# How does the preference for bcc in freezing Na and K respond to undercooling, to the vertices and to the atom?

## Statement

Write the relative density modulation as $\phi(\mathbf r)=\delta n/n=\sum_{\mathbf G}\eta_{\mathbf G}e^{i\mathbf G\cdot\mathbf r}$, with $N$ vectors of length $q_0$, the peak position of the liquid structure factor $S(q)$. Take equal real amplitudes $\eta_{\mathbf G}=\eta/\sqrt N$, so that $\sum|\eta_{\mathbf G}|^2=\eta^2$. The Landau free energy per atom relative to the liquid, in $k_BT$, is

$$f=\Big\langle \tfrac r2\phi^2-\tfrac w6\phi^3+\tfrac u{24}\phi^4\Big\rangle=\tfrac r2\eta^2-wc\,\eta^3+\tfrac{ub}{24}\eta^4,\qquad r=\frac1{S(q_0)},$$

with $c=T/N^{3/2}$ and $b=Q/N^2$. $T$ counts unordered triples and $Q$ ordered quadruples of vectors that sum to zero.

| Star | $N$ | $T$ | $c$ |
|---|---|---|---|
| bcc $\{110\}$ | 12 | 8 | 0.192 |
| hexagonal | 6 | 2 | 0.136 |
| icosahedron edges | 30 | 20 | 0.122 |

The fcc $\{111\}$ star has $c=0$. The argument of Alexander and McTague (1978) gives: freezing is first order when $wc\neq0$, and near the mean-field spinodal $r\to0^+$ the barrier to uniform ordering, $r^3/(54w^2c^2)$, is lowest for bcc among these stars. Which crystal is stable depends on $c^2/b$.

## Predictions by reasoning

1. **Undercooling** lowers $r$. The barrier moves to small $\eta$, where the quartic term fades, so the hexagonal-to-bcc barrier ratio falls towards $c_{\rm bcc}^2/c_{\rm hex}^2=2$.
2. **A larger $w$** makes the liquid freeze at smaller $S$ and larger amplitude. It multiplies every $c$ alike, so the ranking is unchanged.
3. **Na → K** changes only the length $1/q_0$ and the energy $k_BT_m$ if $S$, $w$ and $u$ are common. The cell grows and the barrier shrinks.
4. **A stiffer quartic vertex on non-planar quadruples** penalises bcc, as well as the icosahedral and fcc stars, and spares only the planar hexagonal star. It can reverse the order of bcc and hexagonal stability, leaving the spinodal barriers untouched.

## Proof

*Counts.* Three unit vectors close only at mutual angles of $120^\circ$. Each star is closed under reflection in the planes normal to its vectors, so every $120^\circ$ pair has its third vector in the star. With $z$ partners per vector, $T=Nz/6$, where $z=4,2,4$. Then $\langle\phi^3\rangle=6T\eta^3/N^{3/2}$. Quadruples made of opposite pairs number $3N^2-3N$. That is all for the hexagonal star, $Q=90$, $b=2.5$. The bcc star has 396 of these plus 144 non-planar ones such as $(110)+(1\bar10)+(\bar101)+(\bar10\bar1)$, so $Q=540$, $b=3.75$. Non-planar quadruples also close in the fcc star, $(111)+(1\bar1\bar1)+(\bar11\bar1)+(\bar1\bar11)$, and in the icosahedral star, where the same four sign patterns act on $\tfrac12(1,\tau,1/\tau)$ with $\tau$ the golden ratio.

*Transition.* $f/\eta^2$ has a double root when

$$r_c=\frac{12w^2c^2}{ub},\qquad \eta_c=\frac{12wc}{ub}.$$

The amplitude jumps to $\eta_c$ at $r_c>0$, before the liquid becomes unstable. With $t=r/r_c$, $x=\eta/\eta_c$, $E=r_c\eta_c^2/2$,

$$f=E\,(tx^2-2x^3+x^4),\qquad x_\pm=\tfrac14\big(3\pm\sqrt{9-8t}\big),\qquad f(x_\pm)=\tfrac E2x_\pm^2(t-x_\pm).$$

For $t\to0$, $x_-\to t/3$ and the barrier is $Et^3/27=r^3/(54w^2c^2)$, in the ratio $1:2:2.5$ for bcc, hexagonal and icosahedral order. From $c^2=1/27$ and $1/54$ follow $r_c^{\rm hex}=\tfrac34r_c^{\rm bcc}$ and $E^{\rm hex}=\tfrac{27}{32}E^{\rm bcc}$.

## Calculation

*Inputs.* The ideal entropy $(1+\phi)\ln(1+\phi)-\phi$ alone gives $w=1$, $u=2$ and freezing at $S=17$, about six times the typical $S\approx2.8$ of a liquid alkali metal at melting. The vertices are therefore chosen to reproduce typical behaviour, $S=2.8$ and $\eta_{\mathbf G}\approx0.7$ at coexistence. This gives $r_c=0.357$, $\eta_c=2.42$, $w=r_c/(c\eta_c)=0.765$, $u=12r_c/(b\eta_c^2)=0.194$, $E^{\rm bcc}=1.05$, $E^{\rm hex}=0.886$. The coexistence barrier is $E/16=0.066$. All numbers below are the model's.

**1. Undercooling** ($t=r/r_c^{\rm bcc}$, energies in $k_BT$ per atom):

| $t$ | $S$ | barrier bcc | barrier hex | ratio | minimum bcc | minimum hex |
|---|---|---|---|---|---|---|
| 0.8 | 3.5 | 0.029 | 0.072 | 2.53 | −0.25 | 0.05 |
| 0.5 | 5.6 | 0.0059 | 0.013 | 2.18 | −0.73 | −0.38 |
| 0.2 | 14 | 0.00033 | 0.00069 | 2.05 | −1.32 | −1.00 |

The hexagonal minimum exists only for $t<\tfrac98\cdot\tfrac34=0.84$. The barrier ratio falls towards 2. The relative thermodynamic lead of bcc erodes faster: at $r=0$ its minimum is deeper by only $32/27=1.19$.

**2. $w$ raised by 10 % at fixed $u$**, as by a changed triplet direct correlation. Since $r_c\propto w^2$, $\eta_c\propto w$ and $E\propto w^4$, $r_c$ grows by a factor 1.21, $S$ at freezing drops to 2.3 and $\eta_{\mathbf G}$ rises to 0.77. The barrier at the new coexistence point grows by 1.46, to 0.096, while the barrier at fixed small $r$ changes by 0.83. Reversing the sign of $w$ reverses $\eta$ and changes no energy.

**3. Na → K.** Approximate inputs are $q_0=2.0$ and $1.6$ Å$^{-1}$, $T_m=371$ and $337$ K. With $|\mathbf G_{110}|=q_0$ the cube edge $a=2\sqrt2\pi/q_0$ goes from 4.4 to 5.6 Å, a factor 1.25. The coexistence barrier goes from 2.1 to 1.9 meV per atom, a factor 0.91. Per volume, with $n\propto q_0^3$, the factor is 0.47. Every ratio between structures stays fixed.

**4. Non-planar quartic vertex multiplied by $\lambda$.** Then $b_{\rm bcc}=2.75+\lambda$ and bcc freezes at $S=ub/(12w^2c^2)$, which is 2.1, 2.8 (the fitted point) and 3.5 for $\lambda=0,1,2$. Hexagonal order sets in at $S=3.7$ regardless. It pre-empts bcc when $(1/27)/(2.75+\lambda)<(1/54)/2.5$, that is for $\lambda>2.25$.

## Limits

Freezing of alkali metals is not weak. The bcc star has 4320 ordered closed quintuples, so the neglected ideal term $-\langle\phi^5\rangle/20$ has magnitude $216\,\eta_{\mathbf G}^5=36$ at coexistence, against 2.1 for the cubic term. There $w$ and $u$ are effective constants that absorb higher orders, higher shells and the density change, and the minima above show trends only. At the bcc barrier for $t=0.2$, $\eta_{\mathbf G}=0.049$ and the quintic term is 0.08 of the cubic one. The controlled part of the argument is thus the barrier ratio at small $r$. That barrier refers to uniform ordering and is not a nucleation barrier. Fluctuations on the shell $|\mathbf q|=q_0$ (Brazovskii, 1975) keep the renormalised $r$ positive, so the spinodal is approached but not reached, and competition with fcc requires a second shell.